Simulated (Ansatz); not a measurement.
P2H4 (diphosphine): the energy, rung by rung

The species is P2H4 (6 atoms), meant as a singlet with charge 0. As SMILES, `PP`. The coordinates come from a PBE0-D4/def2-TZVP relaxation. This is one conformer, not always the lowest.

```csv
atom,x (Å),y (Å),z (Å)
P,0.3651,-1.0488,-0.0823
P,-0.3652,1.0491,0.0781
H,-0.4970,-1.5216,0.9450
H,-0.5721,-1.3929,-1.0949
H,0.5028,1.5246,-0.9429
H,0.5664,1.3896,1.0970
```

Quantity: the energy change with the P2–H5 bond stretched from 1.422 to 2.844 Å, in eV. The values are calculated.

```
                        level                    kind  program  value (eV)  less FCI/STO-3G  CPU time (all runs)
    SVWN5/STO-3G (restricted)                     LDA   Ansatz        5.39            +1.38                1.8 s
      PBE/STO-3G (restricted)                     GGA   Ansatz        5.14            +1.13                3.1 s
    BHLYP/STO-3G (restricted)           global hybrid   Ansatz        6.52            +2.51                2.1 s
CAM-B3LYP/STO-3G (restricted)  range-separated hybrid   Ansatz        6.24            +2.23                2.2 s
    HSE06/STO-3G (restricted)  range-separated hybrid   Ansatz        5.88            +1.87                2.6 s
  wB97M-V/STO-3G (restricted)  range-separated hybrid   Ansatz        6.32            +2.31                 35 s
  BCCD(T)/STO-3G (restricted)   coupled cluster or CI   Ansatz        4.01             0.00               0.32 s
    CCSDT/STO-3G (restricted)   coupled cluster or CI   Ansatz        4.01             0.00               0.42 s
                   FCI/STO-3G      exact in the basis   Ansatz        4.01             0.00                4.2 s
```

FCI/STO-3G is exact within its basis and frozen core, so for wave-function methods in that basis the difference is their error; functionals converge differently with the basis, so for them it is only a difference. The first shape isn't each level's own minimum. The values span 4.01 to 6.52 eV. All rows use very small basis sets, so even the best lies far from the true value. Times are those of the runs behind each value, whatever else they computed, on shared processors of several kinds: orders of magnitude only.

Every restricted density functional makes stretching the P–H bond too costly, whereas both coupled-cluster levels match full CI to the printed precision. As the bond lengthens, its bonding and antibonding orbitals approach degeneracy, and the singlet needs both configurations to place one electron on each fragment. A single closed-shell determinant instead keeps too much ionic character. Semilocal exchange partly mimics the missing left-right correlation, but exact exchange removes that compensation, which probably explains why PBE gives 5.14 eV and BHLYP 6.52 eV.

The coupled-cluster agreement is plausible because breaking one single bond is mainly a two-electron problem, here with few virtual orbitals. It doesn't establish equal accuracy at larger separations or for multiple bonds. Even the full CI value of 4.01 eV is probably too high for a P–H bond not yet fully broken, most likely because the minimal basis lacks polarisation and radial flexibility. The functional errors reflect the restricted solutions and say little about how spin-symmetry-broken ones would perform.
